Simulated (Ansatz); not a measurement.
# BiAs: pressure against volume scale

All results are calculated (Ansatz 0.2.0). Periodic Kohn-Sham DFT of a crystal at fixed atoms, scaled to volume_scale times the given cell; pressure positive in compression, energy less spherical unpolarised free atoms, largest_vzz the field gradient of largest size among the nuclei.

The cell before it is scaled or strained (space group Pm-3m, No. 221):
```
CELL_PARAMETERS angstrom
3.69400 0.00000 0.00000
0.00000 3.69400 0.00000
0.00000 0.00000 3.69400
ATOMIC_POSITIONS crystal
As 0.00000 0.00000 0.00000
Bi 0.50000 0.50000 0.50000
```

Settings of every row: method frozen-core PAW; functional PBE; relativity scalar; k mesh 13x13x13; filling fermi-dirac; smearing width 0.05 eV; wave cutoff 420 eV; paw set soft_2.

Atom start moment: 0 on all atoms.

Limits: no spin-orbit coupling on heavy atoms; the cell comes from a prototype or a list of computed structures and needn't be the stable phase.

| row | volume scale | V (Å³/atom) | pressure (GPa) |
| --- | --- | --- | --- |
| 1 | 0.9405 | 23.704 | 4.56 |
| 2 | 0.97 | 24.447 | 2.142 |
| 3 | 1 | 25.204 | ? |
| 4 | 1.03 | 25.96 | -1.818 |
| 5 | 1.06 | 26.716 | -3.384 |

Question: what pressure should row 3 give?

Worked fit of pressure. Take u = (V_r/V)^(2/3) − 1 with V_r = 25.203 Å³ an atom, which is twice the finite (Eulerian) strain; such expansions in the strain, on which the Birch-Murnaghan equation of state is built, carry the rest volume and the bulk modulus. The shown rows have u = 0.04173, 0.02051, -0.01954, -0.03812. Least squares give pressure = 0.015 + 98.602 × u + 247.31 × u² GPa; a straight line predicts inner rows, each left out in turn, worse (root mean square 0.23 against 0.0017 GPa). The rows lie off it by 0.000, 0.001, -0.001, 0.000. The pressure vanishes at u = -0.0002, or V = 25.21 Å³ an atom, and there the bulk modulus at fixed shape and fractions is B = −V dP/dV = (2/3)(1 + u) dP/du = 65.7 GPa. The withheld row has u = -3e-05, so the fit gives 0.015 + 98.602 × (-3e-05) + 247.31 × (-3e-05)² = 0.012 GPa.

The calculation gave 0.014 GPa. The fit lies 0.002 GPa (14 % of the value, 0.025 % of the column's range) below it; its largest miss of a shown row is 0.001 GPa.
